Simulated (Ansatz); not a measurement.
# BiTe: the change of pressure and energy less free atoms with volume scale

Periodic Kohn-Sham DFT of a crystal at fixed atoms, scaled to volume_scale times the given cell; pressure positive in compression, energy less spherical unpolarised free atoms, largest_vzz the field gradient of largest size among the nuclei. The results are calculated, by Ansatz 0.2.0.

The cell before it is scaled or strained (space group Fm-3m, No. 225):
```
cell vectors (Å)
   0.0000     3.2350     3.2350
   3.2350     0.0000     3.2350
   3.2350     3.2350     0.0000
atoms (fractions of the cell vectors)
Bi  0.00000  0.00000  0.00000
Te  0.50000  0.50000  0.50000
```

Settings of every row: method all-electron LAPW; functional LDA; relativity scalar; k mesh 10x10x10; filling fermi-dirac; smearing width 0.08 eV; basis error target 0.5 meV/atom; nucleus gaussian.

Atom start moment: 0 on all atoms.

Limits: no spin-orbit coupling on heavy atoms.

| row | volume scale | V (Å³/atom) | pressure (GPa) | energy less free atoms (eV/atom) |
| --- | --- | --- | --- | --- |
| 1 | 0.94 | 31.824 | 0.393 | -4.2612 |
| 2 | 0.96 | 32.501 | -0.788 | -4.2603 |
| 3 | 0.98 | 33.178 | -1.838 | -4.2547 |
| 4 | 0.99 | 33.516 | -2.319 | -4.2503 |
| 5 | 1 | 33.855 | -2.772 | -4.2449 |
| 6 | 1.01 | 34.194 | -3.199 | -4.2386 |
| 7 | 1.02 | 34.532 | -3.601 | -4.2314 |
| 8 | 1.04 | 35.209 | -4.336 | -4.2146 |
| 9 | 1.06 | 35.886 | ? | ? |

Question: what pressure and energy less free atoms should row 9 give?

Worked fit of pressure. Take u = (V_r/V)^(2/3) − 1 with V_r = 33.685 Å³ an atom, which is twice the finite (Eulerian) strain; such expansions in the strain, on which the Birch-Murnaghan equation of state is built, carry the rest volume and the bulk modulus. The shown rows have u = 0.03861, 0.02414, 0.01016, 0.00336, -0.00335, -0.00995, -0.01642, -0.02907. Least squares give pressure = −2.5478 + 67.613 × u + 214.92 × u² + 172 × u³ GPa; a parabola predicts inner rows, each left out in turn, worse (root mean square 0.0018 against 0.00062 GPa). The rows lie off it by 0.000, 0.000, 0.000, -0.001, 0.000, 0.000, 0.000, 0.000. The pressure vanishes at u = 0.0339, or V = 32.04 Å³ an atom, and there the bulk modulus at fixed shape and fractions is B = −V dP/dV = (2/3)(1 + u) dP/du = 57.1 GPa. The withheld row has u = -0.04132, so the fit gives −2.5478 + 67.613 × (-0.04132) + 214.92 × (-0.04132)² + 172 × (-0.04132)³ = -4.987 GPa.

The calculation gave -4.987 GPa. The fit meets it to the printed digit. This row lies beyond the range of the fit.

Worked fit of energy less free atoms. Take u = (V_r/V)^(2/3) − 1 with V_r = 33.685 Å³ an atom, which is twice the finite (Eulerian) strain; such expansions in the strain, on which the Birch-Murnaghan equation of state is built, carry the rest volume and the bulk modulus. The shown rows have u = 0.03861, 0.02414, 0.01016, 0.00336, -0.00335, -0.00995, -0.01642, -0.02907. Least squares give energy less free atoms = −4.24773 − 0.8039 × u + 11.655 × u² + 3.5 × u³ eV/atom; a parabola predicts inner rows, each left out in turn, worse (root mean square 3.6e-05 against 1.2e-05 eV/atom). All shown rows lie on it to the printed digit. Its lowest point lies at u = 0.0340, or V = 32.04 Å³ an atom, and the curvature there gives the bulk modulus at fixed shape and fractions, B = (4/9)(1 + u)² E″(u)/V = 57.1 GPa. The withheld row has u = -0.04132, so the fit gives −4.24773 − 0.8039 × (-0.04132) + 11.655 × (-0.04132)² + 3.5 × (-0.04132)³ = -4.1949 eV/atom.

The calculation gave -4.1949 eV/atom. The fit meets it to the printed digit. This row lies beyond the range of the fit.
